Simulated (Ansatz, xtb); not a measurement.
**Relative energy of two isomers of C3H13NSi2**

Structure a is `C[SiH2]N(C)[SiH2]C`, a singlet and structure b is `CCN([SiH3])[SiH2]C`, a singlet. Both are isolated molecules in the gas phase, relaxed with B3LYP-D3(BJ)/def2-SVP, each in the lowest conformer that the search found.

Quicker runs give these differences E(b) − E(a): GFN2-xTB −8.7 kcal/mol; HF/STO-3G +9.7 kcal/mol (at GFN2-xTB geometries); r2SCAN-D4/def2-SVP +8.4 kcal/mol (at GFN2-xTB geometries).

Estimate E(b) − E(a) at the level CCSD(T)/def2-SVP + ΔMP2/def2-TZVPP.

Calculated at CCSD(T)/def2-SVP + ΔMP2/def2-TZVPP: E(b) − E(a) = +8.5 kcal/mol, so structure a lies lower.

The same difference at several levels:

| level | geometry | E(b) − E(a) (kcal/mol) | departure from the last row (kcal/mol) | job, with rough time for the two |
| --- | --- | --- | --- | --- |
| GFN2-xTB | GFN2-xTB | −8.7 | −17.2 | optimisation, 0.66 s |
| HF/STO-3G | GFN2-xTB | +9.7 | +1.2 | single point, 0.44 s |
| r2SCAN-D4/def2-SVP | GFN2-xTB | +8.4 | −0.1 | single point, 4.9 s |
| B3LYP-D3(BJ)/def2-SVP | B3LYP-D3(BJ)/def2-SVP | +7.1 | −1.4 | optimisation, 85 s |
| HF/def2-SVP | B3LYP-D3(BJ)/def2-SVP | +7.2 | −1.3 | part of the CCSD(T) run |
| MP2/def2-SVP | B3LYP-D3(BJ)/def2-SVP | +6.3 | −2.2 | part of the CCSD(T) run |
| CCSD(T)/def2-SVP | B3LYP-D3(BJ)/def2-SVP | +5.7 | −2.8 | single point |
| CCSD(T)/def2-SVP + ΔMP2/def2-TZVPP | B3LYP-D3(BJ)/def2-SVP | +8.5 |  | single point, 86 s |

As drawn, b has 1 C–C, 1 Si–H in place of 1 C–Si, 1 C–H.

GFN2-xTB puts the two in the other order. The largest departure from CCSD(T)/def2-SVP + ΔMP2/def2-TZVPP is that of GFN2-xTB, 17.2 kcal/mol. The last row adds to CCSD(T) the change of the MP2 difference between the two basis sets, here +2.8 kcal/mol.

With thermal terms from frequencies at re-optimised GFN2-xTB minima (ideal gas, soft modes damped towards free rotors, one conformer each, 298.15 K, 1 atm): on the last row, ΔE + ΔZPE = +8.0, ΔH = +7.7, ΔG = +8.6 kcal/mol.

The correlated steps freeze 14 core orbitals. Programs: Ansatz 0.2.0, xtb 6.7.1; the last row on 4 threads of Arm Neoverse V1 on a shared host.

Structure a is favoured because its methyl group sits on silicon, whereas b places that carbon in an ethyl group and leaves an additional hydrogen on silicon. C–C and Si–C bonds are of broadly similar strength, but C–H is clearly stronger than Si–H, so the exchange costs energy. Both isomers keep nitrogen bound to two silicons and one carbon, so lone-pair delocalisation towards the silyl groups should largely cancel.

The order is already present at Hartree–Fock level, so it doesn't depend on electron correlation, which reduces the gap in the small basis. GFN2-xTB alone reverses the sign, probably through an imbalance in its parametrised Si–C and Si–H bonding. The near-coincidence of r2SCAN-D4 with the last row is likely partly fortuitous, since CCSD(T) in the same small basis gives only +5.7 kcal/mol. The thermal terms leave the preference for a intact, but this thermodynamic ordering says nothing about the barrier to interconversion.
